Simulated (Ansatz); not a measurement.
Which isomer of BGeH7OSi gives these data?

These gas-phase data were calculated for one isomer of BGeH7OSi at B3LYP-D3(BJ)/def2-SVP (harmonic, unscaled wavenumbers; equilibrium rotational constants with average atomic masses):

| Property | Result |
| --- | --- |
| rotational constants | 8.688, 1.367, 1.216 GHz |
| all wavenumbers above 1500 cm⁻¹ | 2564, 2272, 2255, 2249, 2106, 2105, 2096 |

Candidates:

(1) `BO[SiH2][GeH3]`, a singlet
(2) `[SiH3]O[BH][GeH3]`, a singlet

Which candidate do the data belong to?

Candidate (2). 1 mode lies between 2350 and 2900 cm⁻¹, one for each B–H bond, while (1) has 2.

The same quantities for all candidates:

```tsv
	rotational constants (GHz)	wavenumbers above 1500 cm⁻¹	E above the lowest, B3LYP-D3(BJ)/def2-SVP (kcal/mol)
(1)	6.683, 1.712, 1.41	2625, 2522, 2239, 2234, 2137, 2132, 2117	0.0
(2)	8.688, 1.367, 1.216	2564, 2272, 2255, 2249, 2106, 2105, 2096	6.0
```

Harmonic stretches to hydrogen usually lie a few per cent above observed fundamentals. Each candidate is one conformer. Programs: Ansatz 0.2.0.

The stretching pattern amounts to a count of the hydrogens on each heavy atom. B–H, Si–H and Ge–H stretches fall in separate groups, in that descending order, mainly because the force constants weaken from boron to silicon to germanium; the differences in reduced mass are small. Candidate (2) therefore shows one B–H, three Si–H and three Ge–H modes. In (1) the BH2 group couples its two stretches into a pair at 2625 and 2522 cm⁻¹, which bracket the single B–H mode of (2).

The rotational constants support the same assignment independently. In (2) the B–O unit separates silicon and germanium, which raises the two larger moments of inertia, whereas in (1) the two heavy atoms are directly bonded and the light BH2 group sits at the end.

Both isomers keep the B–O–Si linkage, so the energy preference for (1) probably reflects the exchange of B–Ge and Si–H bonds for Si–Ge and B–H bonds. That preference has no bearing on the identification, which falls on the higher-energy isomer.
